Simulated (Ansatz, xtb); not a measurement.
# BH4NO: which of two conformers lies lower

We compare X, `NBO`, a singlet, with Y, `NBO`, a singlet. Both are isolated molecules in the gas phase, relaxed with PBE0-D4/def2-TZVP.

X (Å):

```xyz
7

B    -0.7936   -0.0538    1.1723
N    -0.7654    0.8275    2.2561
O    -1.4971    0.3035    0.0509
H    -0.2704    0.6274    3.1047
H    -1.2407    1.7139    2.2466
H    -0.2074   -1.1012    1.2372
H    -1.4571   -0.3629   -0.6347
```

Y (Å):

```xyz
7

B    -0.7378    0.0168    0.4553
N     0.2529    0.8483    1.0011
O    -2.0651    0.3431    0.4049
H     0.0872    1.7549    1.4041
H    -2.2780    1.2017    0.7779
H    -0.4239   -1.0456    0.0015
H     1.2178    0.5721    1.0193
```

Energies in hartree; the thermal terms are from PBE0-D4/def2-TZVP harmonic frequencies (ideal gas, rigid rotor, one conformer each, 298.15 K, 1 atm) and include the zero-point energy:

|  | X | Y |
| --- | --- | --- |
| E, CCSD(T)/def2-TZVPP | −157.091915 | −157.089156 |
| zero-point energy | 0.054841 | 0.054731 |
| H(298 K) − E | 0.059756 | 0.059641 |
| G(298 K) − E | 0.030117 | 0.029982 |

Problem. Work out ΔE, ΔE₀, ΔH and ΔG for X → Y in kcal/mol (1 Eh = 627.51 kcal/mol) and the equilibrium ratio [Y]/[X].

Solution. 1. ΔE = −157.089156 − (−157.091915) = +0.002759 Eh = +1.73 kcal/mol.
2. ΔE₀ = ΔE + ΔZPE = +0.002759 + (−0.000110) Eh = +1.66 kcal/mol.
3. ΔH = ΔE + (−0.000115) Eh = +1.66 kcal/mol.
4. ΔG = ΔE + (−0.000135) Eh = +1.65 kcal/mol, so ΔS = (ΔH − ΔG)/T = +0.2 J/(mol K).
5. kT = 0.9442 mEh, so K = [Y]/[X] = exp(−ΔG/kT) = exp(−2.78) ≈ 0.062.

Structure X is favoured at this temperature. An error of 1 kcal/mol in ΔG would change K by a factor of 5.4. Mirror images and further conformers aren't counted.

Other levels gave ΔE = +1.8 (PBE0-D4/def2-TZVP); +1.8 (HF/def2-TZVPP); +1.8 (MP2/def2-TZVPP) kcal/mol. The correlated steps freeze 3 core orbitals. Programs: Ansatz 0.2.0.

Both structures are the aminohydroxyborane H₂N–BH–OH and differ essentially by rotation about the B–O bond. In X the hydroxyl hydrogen points away from nitrogen, on the B–H side; in Y it faces the amino group. The preference for X is probably mainly electrostatic: X turns oxygen lone-pair density towards the nearer N–H hydrogen, whereas Y brings two positively polarised hydrogens together. The contact in X is too long and bent to count as a strong hydrogen bond. Both conformers keep the nearly planar framework that lets nitrogen and oxygen donate π density into the empty boron p orbital, so loss of conjugation is unlikely to drive the difference.

Hartree–Fock already gives +1.8 kcal/mol, which suggests that correlation contributes almost equally to both forms. With the same bonds and similar vibrations, the thermal terms nearly cancel too, so the preference is energetic rather than entropic. Y remains a minor but appreciable component at equilibrium; how quickly the two interconvert depends on the B–O rotational barrier, which these minima don't provide.
